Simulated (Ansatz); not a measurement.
**Z2 indices of PIr — Ansatz, plane waves and PAW**

Space group Fm-3m (No. 225), 2 atoms in the cell of the first input below: a = 3.469 Å, b = 3.469 Å, c = 3.469 Å, α = 60.00°, β = 60.00°, γ = 60.00°.

The structure was started from a prototype and need not be a known phase, relaxed without spin–orbit coupling to zero pressure (pressure 0.0 GPa with this functional, without spin–orbit coupling). Functional: r2SCAN.

Input:

```yaml
crystal:
  lattice:
    - [0.0, 2.4532666756, 2.4532666756]
    - [2.4532666756, 0.0, 2.4532666756]
    - [2.4532666756, 2.4532666756, 0.0]
  atoms:
    - { symbol: Ir, position: [0.5, 0.5, 0.5] }
    - { symbol: P, position: [0.0, 0.0, 0.0] }
basis:
  ecutwfc: 500
  ecutrho_ratio: 4
kpoints:
  mp_grid: { grid: [6, 6, 6] }
hamiltonian:
  xc: r2scan
scf:
  occupations: { method: gaussian, width: 0.05 }
output:
  forces: true
  stress: true
  eigenvalues: true
  populations: true
  topological_invariants: true
magnetization:
  noncollinear: true
  spin_orbit: true
```

```bash
ansatz run input.yaml --threads 4 --pin off --max-ram 9216MiB --backend cpu --events-out ev --progress --plain --runs-dir out
```

Time: 30 s on 4 threads of Intel(R) Xeon(R) Processor @ 2.70GHz, with other jobs on the host, peak memory 0.95 GiB.

Without spin–orbit coupling the gap on a 12×12×12 mesh is 0.00 eV (the bands touch or overlap there). With it, in a separate run (self-consistent on 10×10×10, bands on 18×18×18), the bands overlap in energy by 1.03 eV (an overlap on a mesh is a lower bound, as the extrema may lie between its points). The indices are those of the lowest 22 bands, and their direct separation from the next band is open.

Odd-parity bands among them at the eight time-reversal-invariant momenta (inversion centre at 0.000 0.000 0.000):

```tsv
k	odd bands
0.0 0.0 0.0	8
0.0 0.0 0.5	14
0.0 0.5 0.0	14
0.0 0.5 0.5	12
0.5 0.0 0.0	14
0.5 0.0 0.5	12
0.5 0.5 0.0	12
0.5 0.5 0.5	14
```

Q: What are the Z2 indices by the rule of Fu and Kane?

A: Each Kramers pair counts once, so δ = (−1)^(odd bands / 2): +, −, −, +, −, +, +, −. The product of all eight gives ν0, the products over the planes k_i = 1/2 the weak indices: (0;000). Summing the odd pairs gives Z4 = 2, a double inversion that Z2 doesn't see. The Wilson-loop planes give (0;000).

Q: The cell is scaled in volume by 0.96 and 1.05 with the atoms carried along. Do the indices change?

A: No.

```json
{"volume ratio": "0.96", "pressure with spin–orbit coupling (GPa)": "11.1", "smallest direct separation sampled (eV)": "0.065", "at k": "0.24 0.50 0.74", "separation": "open", "Z2": "(0;000)"}
{"volume ratio": "1.00", "pressure with spin–orbit coupling (GPa)": "1.2", "smallest direct separation sampled (eV)": "0.078", "at k": "0.25 0.49 0.75", "separation": "open", "Z2": "(0;000)"}
{"volume ratio": "1.05", "pressure with spin–orbit coupling (GPa)": "-8.3", "smallest direct separation sampled (eV)": "0.078", "at k": "0.25 0.49 0.75", "separation": "open", "Z2": "(0;000)"}
```

Caveats: Z2 indices don't see topology that rests on crystal symmetry, and an even number of inversions cancels; bands overlap in energy, so the bands counted are not the filled states; the k-mesh was not tested.

The trivial Z2 result reflects cubic symmetry as much as band order. Each plane used for a weak index contains two equivalent L points and two equivalent X points, so its product is positive whatever the parities, and the strong index depends only on Γ and X. There the odd count changes from 8 to 12, a difference of two Kramers pairs, which leaves the sign unchanged but shows up in Z4 = 2.

The orbital origin is probably the P 3p manifold. At Γ, inversion symmetry forbids its mixing with Ir 5d, and the counts suggest that spin–orbit coupling splits it into a lower doublet inside the chosen set and a quartet above it, with even d states taking the quartet's place. At X the whole p manifold would lie within the set.

The unchanged Z2 indices under compression and expansion fit a separation that stays open, though narrow, in all three cells. Z4 = 2 points to crystalline or higher-order topology of this band set, but does not by itself fix the mirror Chern numbers.
